\section*{Palser--Manolopoulos canonical purification: limits and scaling}

\textbf{Conventions.} Orthonormal basis of dimension $N$, fixed Fock matrix $H$, spatial orbitals, $\mathrm{Tr}P=N_o$, filling $\theta=N_o/N$, no truncation. Each eigenvalue $x\in[0,1]$ of $P$ follows (Palser and Manolopoulos, 1998)
\begin{equation}
f(x)=x+\frac{x(1-x)(x-c)}{\max(c,1-c)},\qquad c=\frac{\mathrm{Tr}(P^2-P^3)}{\mathrm{Tr}(P-P^2)} .
\end{equation}
This is $[(1+c)x^2-x^3]/c$ for $c\ge\frac12$, $[(1-2c)x+(1+c)x^2-x^3]/(1-c)$ for $c\le\frac12$, and McWeeny's $3x^2-2x^3$ at $c=\frac12$. The increment has trace $\propto\mathrm{Tr}[(P-P^2)(P-c)]=0$. As an $x(1-x)$-weighted mean of the eigenvalues, $c$ lies in $[0,1]$. For $c\ge\frac12$, $f'(0)=0$, $f'(1)=(2c-1)/c$, $f'(c)=2-c>1$; the map $x\to1-x$, $c\to1-c$ gives the other branch. Since $f'$ is concave and non-negative at both ends, $f$ is monotone.

\textbf{Dimensions.} The start is
\begin{equation}
P_0=\theta+s(\bar\varepsilon-H),\quad \bar\varepsilon=\frac{\mathrm{Tr}H}{N},\quad
s=\min\left\{\frac{\theta}{\varepsilon_{\max}-\bar\varepsilon},\frac{1-\theta}{\bar\varepsilon-\varepsilon_{\min}}\right\}.
\end{equation}
It is invariant under $H\to\alpha H+\beta$ ($\alpha>0$), so the step count $n$ depends only on $\theta$, the scaled gap $g_0=s\Delta$ and the spectral shape. If these stay fixed as $N$ grows, $n$ does too, apart from a weak tolerance term, and sparse products (two per step) give linear cost.

\textbf{Two-level model.} Put occupied eigenvalues at $a=\theta+(1-\theta)g$ and empty ones at $b=\theta(1-g)$, which fixes the trace. Then exactly
\begin{equation}
c=\theta+\frac{(1-2\theta)g^2}{1+g},\qquad
g'-g=\frac{g(1-g)\,a(1-b)}{(1+g)\max(c,1-c)} .
\end{equation}
So $c$ runs from $\theta$ to $\frac12$: extreme filling means extreme $c$ only early on.

\emph{Small $g$.} With $\mu=\min(\theta,1-\theta)$,
\begin{equation}
\frac{g'}{g}=1+\mu\left[1+\frac{g}{g^*}+O(g^2)\right],\quad g^*=\frac{\theta(1-\theta)}{(1-2\theta)^2},
\end{equation}
so opening the gap takes about $\ln(1/g_0)/\ln(1+\mu)$ steps when $g^*\gtrsim1$. This diverges logarithmically as $\Delta\to0$; levels exactly degenerate across the Fermi level never separate.

\emph{Extreme filling.} For $\theta\to0$, $g^*\to\theta$, both $f'(0)$ and $f'(c)$ tend to 1, and $dg/dn\approx g(\theta+g)$ gives
\begin{equation}
n\approx\theta^{-1}\ln(1+\theta/g_0),
\end{equation}
with additive corrections of order $\ln(1/g_0)$. The crossover is $g_0\sim\theta$: $n\approx\theta^{-1}\ln(\theta/g_0)$ below, $1/g_0$ above. Enlarging the basis at fixed $N_o$ drives $\theta$ toward this limit.

\emph{$g\to1$.} With $\eta=1-g$, $\eta'=3\max(\theta,1-\theta)\,\eta^2+O(\eta^3)$. For any gapped spectrum, with eigenvalues $\epsilon_i$ and $1-\delta_j$, the trace forces $\sum\epsilon_i=\sum\delta_j=S$, whence $c-\frac12\approx3(\sum\epsilon_i^2-\sum\delta_j^2)/4S\to0$. The endpoint slope vanishes, convergence is quadratic at every filling, and a tolerance $\tau$ costs $\sim\log_2\ln(1/\tau)$ steps.

\textbf{Water, STO-3G, $\theta=5/7$.} Typical restricted Hartree--Fock orbital energies in $E_h$, used as model input: $-20.24$, $-1.27$, $-0.62$, $-0.45$, $-0.39$ $|$ $0.61$, $0.74$. Then $\Delta=1.00\,E_h$, $\bar\varepsilon=-3.089\,E_h$, and $s=\min\{0.187,0.0167\}\,E_h^{-1}$: the O~1s level sets $1/s=60.0\,E_h$ and $g_0=0.0167$. That level starts at $x=1$ with zero weight in $c$; the other six crowd into $0.651$--$0.684$ and hold trace 4. The effective filling is therefore $2/3$, so $f'(1)=0.50$ and $f'(c)\approx4/3$, not the $0.60$ and $9/7$ that $c=5/7$ would imply. With $g^*=2$ the extreme-filling regime is absent, and the opening estimate is $\ln(1/g_0)/\ln(4/3)\approx14$ steps. Iterating all seven eigenvalues gives
\begin{center}
\begin{tabular}{lcccccc}
$n$&0&8&12&14&16&17\\
$c_n$&0.666&0.648&0.559&0.513&0.500&0.500\\
$\mathrm{Tr}(P_n-P_n^2)$&1.33&1.25&0.67&0.113&$2.3\times10^{-4}$&$8\times10^{-8}$
\end{tabular}
\end{center}
The HOMO--LUMO separation is $0.93$ at $n=14$, and the model passes $\tau=10^{-6}$ at $n=17$, after 34 matrix products. A gap 10\% larger saves only about $0.3$ step; looser spectral bounds, such as Gershgorin's, add steps in the same logarithmic way. Projecting out the 1s orbital gives $1/s=3.12\,E_h$ and, by the small-$g$ estimate, saves about 10 of the model's 17 steps.